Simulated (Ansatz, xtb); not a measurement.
## Two isomers of C3H8GeO2

Structure I: `O[C]1([GeH3])COC1`, a singlet. Structure II: `O[C@@H]1CO[C@H]1[GeH3]`, a singlet. Both are isolated molecules in the gas phase, relaxed with r2SCAN-D4/def2-SVP; the shapes shown needn't be the lowest conformers.

I (Å):

```csv
atom,x (Å),y (Å),z (Å)
C,-0.3413,0.2992,-0.2636
C,-0.9936,-0.9576,-0.8920
C,0.9642,-0.4435,-0.5918
Ge,-0.6742,0.5435,1.6753
O,-0.4585,1.5194,-0.9579
O,0.2526,-1.6652,-0.8423
H,-1.3219,1.9065,-0.7576
H,-0.6758,-0.8036,2.4133
H,-2.0524,1.2184,1.8251
H,0.4001,1.4713,2.2596
H,-1.7965,-1.4852,-0.3454
H,-1.3263,-0.7492,-1.9300
H,1.4279,-0.0216,-1.5064
H,1.7358,-0.5584,0.1902
```

II (Å):

```yaml
atoms:
  - { symbol: C, position_ang: [-0.9714, 0.6288, -0.4422] }
  - { symbol: C, position_ang: [-1.3968, 0.9590, 1.0056] }
  - { symbol: C, position_ang: [0.3080, 0.0954, 0.2252] }
  - { symbol: Ge, position_ang: [0.8897, -1.7569, -0.1047] }
  - { symbol: O, position_ang: [-0.7403, 1.6828, -1.3309] }
  - { symbol: O, position_ang: [-0.2808, 0.2293, 1.5421] }
  - { symbol: H, position_ang: [-1.5452, 1.8373, -1.8409] }
  - { symbol: H, position_ang: [-1.5956, -0.1640, -0.9001] }
  - { symbol: H, position_ang: [-1.3279, 2.0451, 1.2116] }
  - { symbol: H, position_ang: [-2.3649, 0.5696, 1.3677] }
  - { symbol: H, position_ang: [1.1364, 0.8158, 0.0703] }
  - { symbol: H, position_ang: [1.4866, -1.8880, -1.5170] }
  - { symbol: H, position_ang: [1.9382, -2.1701, 0.9362] }
  - { symbol: H, position_ang: [-0.3414, -2.6691, 0.0157] }
```

Quicker runs give these differences E(II) − E(I): GFN2-xTB −0.82 kcal/mol; HF/STO-3G −3.59 kcal/mol (at GFN2-xTB geometries); r2SCAN-D4/def2-SVP//GFN2-xTB −0.63 kcal/mol.

Task: Estimate E(II) − E(I) at the level CCSD(T)/def2-SVP + ΔMP2/def2-TZVPP.

Result: Too close to call at this level: CCSD(T)/def2-SVP + ΔMP2/def2-TZVPP gives E(II) − E(I) = −0.83 kcal/mol.

Level by level:

| level | geometry | E(II) − E(I) (kcal/mol) | departure from the last row (kcal/mol) | job, with rough time for the two |
| --- | --- | --- | --- | --- |
| GFN2-xTB | GFN2-xTB | −0.82 | 0.00 | optimisation, 0.19 s |
| HF/STO-3G | GFN2-xTB | −3.59 | −2.76 | single point, 0.48 s |
| r2SCAN-D4/def2-SVP//GFN2-xTB | GFN2-xTB | −0.63 | +0.20 | single point, 2.9 s |
| r2SCAN-D4/def2-SVP | r2SCAN-D4/def2-SVP | −0.56 | +0.26 | optimisation, 51 s |
| HF/def2-SVP | r2SCAN-D4/def2-SVP | −2.38 | −1.55 | part of the CCSD(T) run |
| MP2/def2-SVP | r2SCAN-D4/def2-SVP | −0.44 | +0.39 | part of the CCSD(T) run |
| CCSD(T)/def2-SVP | r2SCAN-D4/def2-SVP | −0.65 | +0.17 | single point |
| CCSD(T)/def2-SVP + ΔMP2/def2-TZVPP | r2SCAN-D4/def2-SVP | −0.83 |  | single point, 56 s |

As drawn, both hold the same kinds of bond in the same numbers.

The largest departure from CCSD(T)/def2-SVP + ΔMP2/def2-TZVPP is that of HF/STO-3G, 2.76 kcal/mol. The last row adds to CCSD(T) the change of the MP2 difference between the two basis sets, here −0.17 kcal/mol.

With thermal terms from frequencies at re-optimised GFN2-xTB minima (ideal gas, soft modes damped towards free rotors, one conformer each, 298.15 K, 1 atm): on the last row, ΔE + ΔZPE = −0.55, ΔH = −0.59, ΔG = −0.75 kcal/mol.

The correlated steps freeze 14 core orbitals; the filled d shell of Ge is correlated, in a basis made for valence electrons. Mirror images aren't counted in ΔG. Run with Ansatz 0.2.0, xtb 6.7.1; the last row on 2 threads of Intel(R) Xeon(R) 6975P-C (Granite Rapids) on a shared host.

The two germyl oxetanols are nearly degenerate, and although every level places II slightly lower, the gap is too small to establish an order. The near-balance makes chemical sense: both keep the strained oxetane ring, and in both the carbon bound to germanium also carries an oxygen, the hydroxyl in I and the ring ether in II. What changes is mainly the branching, with one fully substituted carbon in I against two less crowded substituted carbons in II.

Electron correlation favours I: in the same basis and at the same geometries, the difference shrinks from −2.38 kcal/mol with HF to −0.65 kcal/mol with CCSD(T). This probably reflects the greater medium-range correlation between the bonds gathered around the quaternary carbon, which a mean-field treatment misses. The match between GFN2-xTB and the last row is therefore better read as error cancellation than as evidence of comparable accuracy. Structure II has the hydroxyl and germyl groups trans across the ring, so the comparison says nothing about the cis diastereomer.
